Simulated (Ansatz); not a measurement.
## A series in volume scale on BAs

All results are calculated (Ansatz 0.2.0). Free energy against uniform scaling of the volume at fixed shape and fractions; periodic cell, basis, potentials, k mesh and filling as listed.

The cell before it is scaled or strained (space group F-43m, No. 216):
```
CELL_PARAMETERS angstrom
0.00000 2.38850 2.38850
2.38850 0.00000 2.38850
2.38850 2.38850 0.00000
ATOMIC_POSITIONS crystal
B 0.00000 0.00000 0.00000
As 0.25000 0.25000 0.25000
```

Settings of every row: functional PBE; dispersion none; potentials PAW; wave cutoff 421.78 eV; density cutoff 1687.1 eV; k mesh 8x8x8; k shift 0x0x0; occupations fixed; smearing width 0 eV; spin none.

```
row  volume scale  V (Å³/atom)  energy above lowest point (meV/atom)
  1          0.94       12.809                                  40.7
  2          0.96       13.081                                  22.2
  3          0.98       13.354                                     ?
  4             1       13.626                                   2.4
  5          1.02       13.899                                     0
  6          1.04       14.171                                     2
  7          1.06       14.444                                   8.1
```

Question: what energy above lowest point should row 3 give?

Worked fit of energy above lowest point. Take u = (V_r/V)^(2/3) − 1 with V_r = 13.762 Å³ an atom, which is twice the finite (Eulerian) strain; such expansions in the strain, on which the Birch-Murnaghan equation of state is built, carry the rest volume and the bulk modulus. The shown rows have u = 0.049, 0.03441, 0.00664, -0.00658, -0.01933, -0.03173. Least squares give energy above lowest point = 0.61 + 178.7 × u + 13049 × u² meV/atom; a straight line predicts inner rows, each left out in turn, worse (root mean square 8.2 against 0.035 meV/atom). All shown rows lie on it to the printed digit. Its lowest point lies at u = -0.0068, or V = 13.9 Å³ an atom, and the curvature there gives the bulk modulus at fixed shape and fractions, B = (4/9)(1 + u)² E″(u)/V = 132 GPa. The withheld row has u = 0.02027, so the fit gives 0.61 + 178.7 × (0.02027) + 13049 × (0.02027)² = 9.6 meV/atom.

The calculation gave 9.6 meV/atom. The fit meets it to the printed digit.
